**Methoxyacetonitrile: what sets the shielding at each nucleus**

The decision is how far these PBE0 shieldings may be used to assign a spectrum, and whether atomic charges can stand in for them. The nitrile carbon is safe to assign, since it lies about 64 ppm from the other two carbons. The methyl and methylene carbons cannot be ordered, because 59.2 and 59.1 ppm differ by far less than the method can be trusted; they have to be told apart by their three and two attached hydrogens. Charges are a poor guide for the heavy atoms and at best a loose one for the hydrogens. The reasons lie in the two ways in which electrons answer a magnetic field.

GIAO shieldings and IAO charges of methoxyacetonitrile (SMILES COCC#N), PySCF 2.14.0, PBE0/IGLO-III with density fitting, gas phase, PBE0-D3(BJ)/def2-SVP geometry. Shifts are relative to H2O (17O), NH3 (15N) and TMS (13C, 1H) at the same level; span is highest less lowest principal value. Atoms are in SMILES order, hydrogens last, equivalent atoms averaged.

```
atom  equivalent  bonded to  shift (ppm)  shielding (ppm)  paramagnetic part (ppm)  span (ppm)  IAO charge (e)
  C1           1    H H H O         59.2            124.6                   -124.3          91           -0.21
  O2           1        C C          8.0            319.2                    -61.7          57           -0.37
  C3           1    C H H O         59.1            124.7                   -120.7          76           -0.08
  C4           1        C N        123.0             60.8                   -193.0         350            0.12
  N5           1          C        308.0            -47.5                   -388.0         511           -0.23
  H6           3          C          3.4             28.0                     -1.7           9            0.15
  H9           2          C          4.1             27.3                     -0.4           9            0.18
```

The shielding $\sigma$ is the fraction, in ppm, by which the electrons reduce the applied field at a nucleus, averaged over three principal directions. The span $\Omega$ is the difference between the best and the worst shielded direction. The shift $\delta$ is the shielding of the reference less $\sigma$, so shifts compare only within one element. The paramagnetic part $\sigma^{p}$ is one of two terms, and the diamagnetic part is the remainder, $\sigma^{d}=\sigma-\sigma^{p}$. The IAO charge $q$ comes from a partition of the electrons among atom-like orbitals. The row H6 averages the three methyl hydrogens and the row H9 the two methylene hydrogens. All rows belong to one closed-shell molecule, with an orbital gap of 8.43 eV, in the gauche form with a C1–O2–C3–C4 dihedral angle of about 67°.

**The diamagnetic part is a property of the element**

A field makes a spherical electron cloud circulate freely, and the current opposes the field at the centre. The Lamb formula gives, in atomic units,

$$\sigma_L=\frac{\alpha^2}{3}\sum_i\langle 1/r\rangle_i ,\qquad \frac{\alpha^2}{3}=17.75\ \text{ppm},$$

with $\alpha$ the fine-structure constant. For a Slater orbital $\langle 1/r\rangle=Z_{\rm eff}/n^2$. Neutral carbon has two 1s electrons with $Z_{\rm eff}=5.7$ and four valence electrons with $Z_{\rm eff}=3.25$, so the sum is $2\times5.7+4\times3.25/4=14.65$ and $\sigma_L=260.0$ ppm. The same rules give 324.4 ppm for nitrogen and 394.5 ppm for oxygen. Nothing is fitted, and these values lie within 6 % of $\sigma^{d}$ for each of the five heavy atoms, too high for C and O and too low for N.

Close to four fifths of the carbon sum comes from the 1s pair, which bonding hardly touches, and this is why $\sigma^{d}$ of the three carbons stays between 245.4 and 253.8 ppm while their shieldings differ by 64 ppm. The small variation that remains does not follow charge. C4 is the most positive carbon and should have lost the most diamagnetic shielding, yet it has the most.

Only the total $\sigma$ is observable. How it divides into two parts depends on the gauge convention, so differences of a few ppm in either part are book-keeping. The quantity $\sigma-\sigma_L$, the loss of shielding against the free spherical atom, does not depend on that convention, and it tells the same story: $-135$ ppm for C1 and C3, $-199$ for C4, $-372$ for N5 and only $-75$ for O2.

**The paramagnetic part needs an empty orbital at a right angle**

In a molecule the electrons cannot circulate freely about a nucleus. The field acts through the angular momentum operator $L$, which turns a p orbital by 90° about the field direction, and so mixes an occupied orbital $i$ with an empty one $a$. Ramsey's second-order term has the form

$$\sigma^{p}\sim-\alpha^2\sum_{i,a}\frac{\langle i|L|a\rangle\langle a|L_N/r_N^3|i\rangle}{\Delta E_{ia}},$$

where $r_N$ and $L_N$ refer to the nucleus observed. A large deshielding needs three things: an occupied orbital which, once turned, overlaps an empty one; a small excitation energy $\Delta E_{ia}$; and p amplitude of both orbitals on the atom itself, since $r_N^{-3}$ looks only at the near neighbourhood. The single orbital gap is the same for every atom and cannot explain differences among them. What differs is which pairs of orbitals have weight where.

**The nitrile group, seen as hydrogen cyanide**

The simpler system for C4 and N5 is linear HCN. The Mayer bond order of 2.87, the bond length of 1.16 Å and the C3–C4–N5 angle of about 178° in the same calculation justify the comparison. In HCN a field along the axis turns one filled π orbital into the other filled π orbital and leaves σ orbitals unchanged, so no empty orbital is reached and the paramagnetic term vanishes. A field across the axis turns the axial p orbitals, those of the σ bonds and of the nitrogen lone pair, into the low-lying π*, which sits on just these two atoms. One direction stays well shielded and two are strongly deshielded. If the diamagnetic part is taken as the same in all directions, then $\sigma_\parallel=\sigma^{d}$ and $\sigma_\perp=\sigma^{d}+p_\perp$, the average is $\sigma^{p}=\tfrac23p_\perp$, and

$$\Omega=|p_\perp|=\tfrac32\,|\sigma^{p}| .$$

For C4 this gives $1.5\times193.0=290$ ppm, 17 % below the calculated span of 350 ppm. For N5 it gives 582 ppm, 14 % above the calculated 511 ppm. The rule, which has no adjustable number, gets the size of both spans and misses in opposite directions. For C1, O2 and C3, which have no axis of this kind, it overshoots by 62 to 138 %, as it should when the deshielding is spread over all three directions.

Part of this can be read from the table without any model. Three principal values with mean $\sigma$ and range $\Omega$ must have their lowest member between $\sigma-2\Omega/3$ and $\sigma-\Omega/3$, and their highest between $\sigma+\Omega/3$ and $\sigma+2\Omega/3$. The worst direction at C4 is therefore at $-56$ ppm or below, while that at C1 is at 64 ppm or above, a gap of at least 120 ppm. The best direction at C1 reaches at most 185 ppm and at C3 at most 175 ppm, so the two saturated carbons fall far short of the free-atom 260 ppm in every direction. That the well-shielded direction at C4 and N5 is the C≡N axis is the theoretical argument above; mean and span alone do not fix it.

The same bounds mark where the analogy ends. The best direction at N5 cannot exceed 293 ppm, which is below both the free-atom value of 324 ppm and the calculated $\sigma^{d}$ of 340.5 ppm. In a truly linear molecule the axial value is purely diamagnetic and should be about as large as these, so some deshielding survives at nitrogen even in its best direction. The CH$_2$OCH$_3$ group removes the cylindrical symmetry, and the electric field gradient at N5 has an asymmetry of 0.18 where an axial site would have zero. This asymmetry is not needed for the loss, since only cylindrical symmetry forbids the axial term: a methyl group, as in acetonitrile, keeps a threefold axis and no field-gradient asymmetry at N, yet its off-axis C–H orbitals already let a field along the axis mix filled with empty orbitals. The C3–O2 bond, acting on one of the two π systems more than on the other, may add to this; how the loss divides between the two is not shown here. The opposite miss at C4 may come from the assumption that the diamagnetic part is the same in all directions: for a field along the axis the electrons of the neighbours circulate too, which can add to the span of an atom in the middle of the chain. This was not tested here.

**Why nitrogen is hit harder than carbon: one estimate in full**

Replacing all $\Delta E_{ia}$ by one average turns Ramsey's sum into the Karplus–Pople form

$$\sigma^{p}=-\alpha^2\langle r^{-3}\rangle_{2p}\,K ,\qquad \langle r^{-3}\rangle_{2p}=Z_{\rm eff}^3/24 ,$$

where $K=\tfrac23P/\Delta E$ joins an orbital population factor $P$ to the mean excitation energy. C4 and N5 share the same π*, so the first trial is equal $K$. Nitrogen's 2p orbital is tighter, with $Z_{\rm eff}=3.9$ against 3.25, and the ratio of $\langle r^{-3}\rangle$ is $(3.9/3.25)^3=1.73$. Scaling the loss at C4 gives $1.73\times(-199.2)=-345$ ppm, and adding the nitrogen baseline gives $324-345\approx-20$ ppm. The calculated shielding is $-47.5$ ppm. C4 served as the calibration and N5 entered nowhere. The estimate finds the negative sign and misses the loss of 372 ppm by about 7 %.

The agreement should not be pressed. The N5/C4 ratio is 2.01 for the paramagnetic parts, 1.87 for $\sigma-\sigma_L$ and 1.46 for the spans, while the model ratio drops to 1.56 if the IAO charges are allowed to change the screening. Solving for $K$ with those charges gives 2.44 for C4 and 3.14 for N5, in inverse hartree, so in this version nitrogen needs something beyond its tighter orbital, though the surplus is only about half as large with neutral screening. Theory points to the lone pair, a high-lying occupied orbital along the axis and concentrated on N, which a transverse field turns directly into π*. Since $P$ and $\Delta E$ enter only as a ratio, $K$ cannot say whether more overlap or a lower energy is responsible.

The shift of 308.0 ppm is this large partly because of the reference. Shift plus shielding returns 260.5 ppm for ammonia, only 64 ppm below the free atom, and $372-64=308$. Ammonia and water are here isolated molecules, so the N5 and O2 shifts do not lie on the usual liquid-referenced scales.

**Oxygen breaks the radial rule**

O2 has the tightest 2p orbital, with $\langle r^{-3}\rangle$ 2.70 times that of C1 when charges are included, but half its paramagnetic part. Its $K$ is only 0.18 of that of C1. The radial factor multiplies a mixing that must first exist, and an ether oxygen has little of it. A full p shell is spherical and gives none: for equal population $p$ in the three 2p orbitals $P=3p-\tfrac32p^2$, which peaks at 1.5 for $p=1$ and vanishes at $p=2$. With the 6.37 valence electrons implied by the IAO charge, and an assumed 2s population of 2.0 or 1.5, $P$ falls to 0.79 or 0.61 of its peak. This is the right direction and well short of the factor of five.

The rest is argument. The lone pairs of O2 find only σ* orbitals to mix with, which lie high and, in polar C–O bonds, have most of their weight on carbon. How much each of these contributes the numbers do not say. They do show that O2 is no oddity among saturated atoms. Water, at 327.2 ppm, lies 67 ppm below the free oxygen atom, ammonia 64 ppm below nitrogen and the TMS carbon, at 183.8 ppm, 76 ppm below carbon. Across these three the loss does not grow with $Z_{\rm eff}^3$ at all. Radial scaling worked roughly from C4 to N5, plausibly because both atoms draw on one π*; it is no rule for comparing elements in general. The shift of 8.0 ppm says only that this oxygen resembles that of an isolated water molecule.

**Two carbons with one shift and different charges**

C3 carries 0.13 e less electron charge than C1, and the Mulliken, Hirshfeld and electrostatic-potential charges of the same calculation also make C3 the more positive. In the radial model charge acts by contracting the 2p orbital. Each valence electron screens 0.35, so $Z_{\rm eff}=3.25+0.35q$, the cube rises by about 4 % from C1 to C3, and 4 % of 124.3 ppm is some 5 ppm of deshielding. The calculation shows none. For C4 the same route yields 14 ppm of the 64 ppm step. A least-squares line of shift against IAO charge through the three carbons has two parameters for three points and still leaves an error of 17 ppm at C3. N5, negative in all four charge schemes and the least shielded nucleus in the molecule, makes the same point.

What C1 and C3 share is one bond to oxygen, and both lie 59 ppm below TMS in shielding. The standard account is that a polar C–O bond unbalances the carbon 2p populations and supplies a σ* with large weight on carbon. Their equality is not identity: the spans are 91 and 76 ppm, so the tensors differ and only the means coincide. In the two-part split C3 gains 3.6 ppm in the paramagnetic part and loses 3.5 ppm in the diamagnetic part, a cancellation that another gauge convention would apportion differently. A directly bound nitrile is known to shift a carbon much less than its electron withdrawal suggests, and a gauche neighbour three bonds away, as C4 is to C1, usually shields by a few ppm. Both effects may be at work, and the second depends on the conformer, so the near-equality is established for this gauche geometry only.

**Hydrogens: where charge does some work**

Hydrogen has no occupied p orbital for the field to turn, so the local paramagnetic term is missing, both spans are 9 ppm and all five shieldings fall within 1.44 ppm. The free-atom value of 17.8 ppm is 36 to 40 % below $\sigma^{d}$, because the 1s orbital contracts in a bond and the electrons of the neighbouring carbon circulate around the proton as well. The Lamb formula still suggests a slope, 17.75 ppm of shielding lost per unit of positive charge. A least-squares line through the five separate hydrogens, shielding against IAO charge, has a slope of about $-17$ ppm per e and a correlation coefficient of $-0.85$, and it lowers the root-mean-square scatter from 0.46 to 0.24 ppm. The Lamb slope times the unrounded charge difference of the two groups gives 0.55 ppm against the calculated 0.65 ppm. The direction fits the chemistry, since the methylene hydrogens feel both O and CN.

Five points and a baseline that is 40 % off make the match of slopes suggestive and no more. It also holds only for the total shielding and the IAO charges. The Lamb formula speaks of $\sigma^{d}$, which falls by 3.2 ppm from the least to the most positive hydrogen where the Lamb slope gives 1.2 ppm, and the other three charge schemes give steeper slopes and smaller differences between the two groups. The spreads inside the groups, 0.83 and 0.58 ppm, are similar in size to the difference between the group means, and one methyl and one methylene hydrogen both stand at 27.6 ppm. Rotation averages these values in a real sample with weights that one static geometry does not supply. The methyl hydrogen nearest the nitrile, 2.85 Å from the middle of the bond, is 0.37 ppm less shielded than the line predicts, which invites an appeal to the magnetic anisotropy of C≡N. Adding the McConnell point-dipole term $(1-3\cos^2\theta)/3R^3$, with $R$ and $\theta$ the distance and angle from the bond centre and axis, as a third fitted parameter leaves the scatter at 0.24 ppm. In this form the explanation gains no support, though a point dipole is crude at under 3 Å. The paramagnetic parts of single hydrogens run from $-3.1$ to $+0.4$ ppm, so the two group means carry no message.

**What to trust, and what to expect next door**

The error of the method bites where the paramagnetic part is large, because that part has excitation energies in the denominator. PBE0 tends to deshield multiply bonded atoms too much, and C4 at 123.0 ppm lies above the usual nitrile position, roughly 120 ppm or a little less as a recalled figure. One per cent of $\sigma^{p}$ is already 2 ppm at C4 and 4 ppm at N5. Solvent, vibrational averaging and a geometry from a small basis act on the same term, so the excess cannot be laid on the functional alone. Relativity is left out, which matters little for atoms this light.

For a neighbouring molecule the question to ask of each atom is whether it carries both a filled p-type orbital and a low empty one at a right angle to it. A carbonyl oxygen has lone pairs next to a π* and a tighter 2p orbital than nitrogen, so it should be far less shielded than O2 and have a very large span. A nitrile nitrogen whose lone pair is bound by a proton should regain shielding although the molecule as a whole becomes positive, and an amine nitrogen, with no π* to reach, should stay near ammonia.
